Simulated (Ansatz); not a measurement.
## Ligand exchange: SiH2(CH3)Br + CHClF2 → SiH2(CH3)Cl + CHBrF2

Species: SiH2(CH3)Br, singlet; CHClF2 (difluorochloromethane) `FC(F)Cl`, singlet; SiH2(CH3)Cl, singlet; CHBrF2 (bromodifluoromethane) `FC(F)Br`, singlet. The partners trade Br for Cl: Si–Br and C–Cl bonds give way to Si–Cl and C–Br.

Shapes, held fixed at every level: PBE0-D4/def2-TZVP. Programs: Ansatz 0.2.0. The zero-point and thermal change to 298 K, harmonic and unscaled (PBE0-D4/def2-TZVP), is -0.4 kJ/mol.

| level | kind | ΔH(298 K) (kJ/mol) | less CCSD(T)/def2-TZVPP | CPU time (sum over the molecules) |
| --- | --- | --- | --- | --- |
| r2SCAN-D4/def2-TZVPP | meta-GGA | -1.5 | -0.5 | 31 s |
| BHLYP-D4/def2-TZVPP | global hybrid | +0.2 | +1.2 | 18 s |
| r2SCAN0-D4/def2-TZVPP | global hybrid | +1.1 | +2.1 | 33 s |
| wB97X-V/def2-TZVPP | range-separated hybrid | +0.3 | +1.3 | 45 s |
| B2PLYP/def2-TZVPP | double hybrid | -2.0 | -1.0 | 28 s |
| CCSD/def2-TZVPP | coupled cluster or CI | -0.6 | +0.4 | – |
| CCSD(T)/def2-TZVPP | coupled cluster or CI | -1.0 | 0.0 | 3.1 min |

The highest level, CCSD(T)/def2-TZVPP, gives ΔH(298 K) = -1.0 kJ/mol; the levels span -2.0 to +1.1. That is about zero within the method's error. They disagree on the sign: 3 of 7 are positive. The column of differences is taken from that level and isn't an error. No measured value is set beside it here. Relativity is left out for Br unless named. Correlated rows may include outer-core shells of Br, which these sets cover unevenly. Times are processor times on shared x86 and Arm servers, and rough.

The exchange is essentially thermoneutral: neither silicon nor the difluoromethyl carbon shows a resolvable net preference for chlorine over bromine. Both centres bind chlorine more strongly, since its smaller, more electronegative valence shell gives shorter, more polar bonds, so the gain on forming Si–Cl is paid for by the loss of C–Cl. Electropositive silicon might be expected to favour chlorine more clearly. The two fluorines probably offset this by leaving the carbon electron-poor and so raising its own preference for the harder halide.

The perturbative triples shift the coupled-cluster result by only 0.4 kJ/mol, which suggests that correlation effects also largely cancel between the two sides. The near-zero enthalpy therefore reflects a balance between halogen preferences, and says nothing about weak or similar Si–X and C–X bonds. With equal numbers of molecules on each side, the entropy change should be small, so an equilibrated mixture would probably contain appreciable amounts of all four species. Whether exchange occurs at a useful rate depends on a barrier that the reaction enthalpy does not reveal.
